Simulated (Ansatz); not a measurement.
## [SnH3]− (SMILES [H][Sn-]([H])[H]): methods side by side

The species is [SnH3]− (4 atoms), meant as a singlet with charge -1. SMILES: `[H][Sn-]([H])[H]`. The shape comes from GFN2-xTB, which is rough for such elements, and wasn't checked as a minimum.

```xyz
4

Sn   -0.0064    0.0057    0.7917
H     1.6378   -0.0336   -0.2516
H    -0.7869    1.4325   -0.2804
H    -0.8445   -1.4046   -0.2596
```

Quantity: the energy change with the Sn1–H4 bond stretched from 1.949 to 2.436 Å, in eV. The values are calculated.

```
                        level                    kind  program  value (eV)  less FCI/STO-3G
       HF/STO-3G (restricted)            Hartree–Fock   Ansatz        2.02            +0.46
   revPBE/STO-3G (restricted)                     GGA   Ansatz        1.40            -0.16
   r2SCAN/STO-3G (restricted)                meta-GGA   Ansatz        1.55            -0.01
     PBE0/STO-3G (restricted)           global hybrid   Ansatz        1.63            +0.07
CAM-B3LYP/STO-3G (restricted)  range-separated hybrid   Ansatz        1.72            +0.16
   B2PLYP/STO-3G (restricted)           double hybrid   Ansatz        1.65            +0.09
  RPA@PBE/STO-3G (restricted)                     RPA   Ansatz        1.45            -0.11
  BCCD(T)/STO-3G (restricted)   coupled cluster or CI   Ansatz        1.56             0.00
 CCSDT(Q)/STO-3G (restricted)   coupled cluster or CI   Ansatz        1.56             0.00
                   FCI/STO-3G      exact in the basis   Ansatz        1.56             0.00
```

FCI/STO-3G is exact within its basis and frozen core, so for wave-function methods in that basis the difference is their error; functionals converge differently with the basis, so for them it is only a difference. All-electron rows without a relativistic Hamiltonian named are non-relativistic. Sets without diffuse functions describe the anion poorly. The first shape isn't each level's own minimum. The values span 1.40 to 2.02 eV. All rows use very small basis sets, so even the best lies far from the true value. In the correlated wave-function rows the outer d shell of Sn is correlated, in sets not made for it.

Stretching one Sn–H bond costs 1.56 eV at the FCI level, and restricted Hartree–Fock overshoots this by 0.46 eV. The excess probably reflects missing left-right correlation, which grows as the σ and σ* orbitals approach each other and a single closed-shell determinant keeps too much ionic character. BCCD(T) and CCSDT(Q) both reproduce FCI to the printed precision, so the stretched bond is still within reach of a single-reference treatment with triples, and strong multireference character is not indicated over this range.

The pyramidal shape, with H–Sn–H angles near a right angle, fits a lone pair of mostly 5s character on tin and bonds built largely from 5p. The starting Sn–H distance of 1.949 Å, however, is clearly longer than a normal terminal Sn–H bond, even allowing for the lengthening expected in the anion; the tight-binding geometry is the likely cause. The energy change therefore describes a bond already extended at the outset, and it gives neither a dissociation energy nor a preference between loss of hydride and loss of a hydrogen atom.
